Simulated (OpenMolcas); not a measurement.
How methods differ on C4H11As (tert-butylarsine)

C4H11As: 16 atoms, total charge 0, spin state singlet. As SMILES, `CC(C)(C)[AsH2]`. The shape is that of a PBE0-D4/def2-TZVP optimisation. This is one conformer, not always the lowest.

```xyz
16

C    -0.7179    0.5399   -1.0814
C     0.0549   -0.0415    0.0912
C     1.4850    0.4833    0.0948
C     0.0551   -1.5634    0.0222
As   -0.7582    0.4642    1.8482
H    -0.7388    1.6315   -1.0468
H    -0.2457    0.2435   -2.0265
H    -1.7504    0.1838   -1.0980
H     2.0613    0.0839    0.9334
H     1.5136    1.5748    0.1530
H     1.9939    0.1878   -0.8297
H    -0.9609   -1.9672    0.0270
H     0.6003   -2.0070    0.8594
H     0.5388   -1.8954   -0.9034
H    -0.9373    1.9406    1.5100
H    -2.1937    0.1412    1.4465
```

Quantity: the dipole moment, in D. The values are calculated.

| level | kind | program | value (D) | CPU time |
| --- | --- | --- | --- | --- |
| HF/6-31G* (spherical functions) | Hartree–Fock | OpenMolcas | 1.25 | 18 s |
| SVWN5/6-31G* (spherical functions) | LDA | OpenMolcas | 1.42 | 59 s |
| BLYP/6-31G* (spherical functions) | GGA | OpenMolcas | 1.26 | 82 s |
| M06-L/6-31G* (spherical functions) | meta-GGA | OpenMolcas | 1.09 | 100 s |
| TPSS/6-31G* (spherical functions) | meta-GGA | OpenMolcas | 1.33 | 97 s |
| r2SCAN/6-31G* (spherical functions) | meta-GGA | OpenMolcas | 1.37 | 94 s |
| B3LYP/6-31G* (spherical functions) | global hybrid | OpenMolcas | 1.26 | 76 s |
| BHLYP/6-31G* (spherical functions) | global hybrid | OpenMolcas | 1.24 | 81 s |

All-electron rows without a relativistic Hamiltonian named are non-relativistic. The values span 1.09 to 1.42 D. Times are those of the runs behind each value, whatever else they computed, on shared processors of several kinds: orders of magnitude only.

The calculations agree on a moderately polar molecule, but the size of the dipole depends more on the form of the density functional than on the share of exact exchange. BLYP, B3LYP and BHLYP give 1.26, 1.26 and 1.24 D, and Hartree–Fock gives 1.25 D, so exchange mixing has almost no net effect here. The meta-GGAs, by contrast, run from 1.09 D with M06-L to 1.37 D with r2SCAN, and therefore don't shift the dipole in a common direction; this probably reflects how each functional distributes density between the arsenic lone pair and the alkyl group.

The polarity itself comes from the pyramidal arsenic centre, where the directional lone pair combines with modest As–C and As–H bond polarities and with polarisation of the tert-butyl group. Because arsenic and hydrogen have similar electronegativities, a picture based on strongly ionic As–H bonds would be misleading. The close agreement between Hartree–Fock and the hybrids doesn't establish the accuracy of their common value, since the small basis without diffuse functions can bias all of them together.
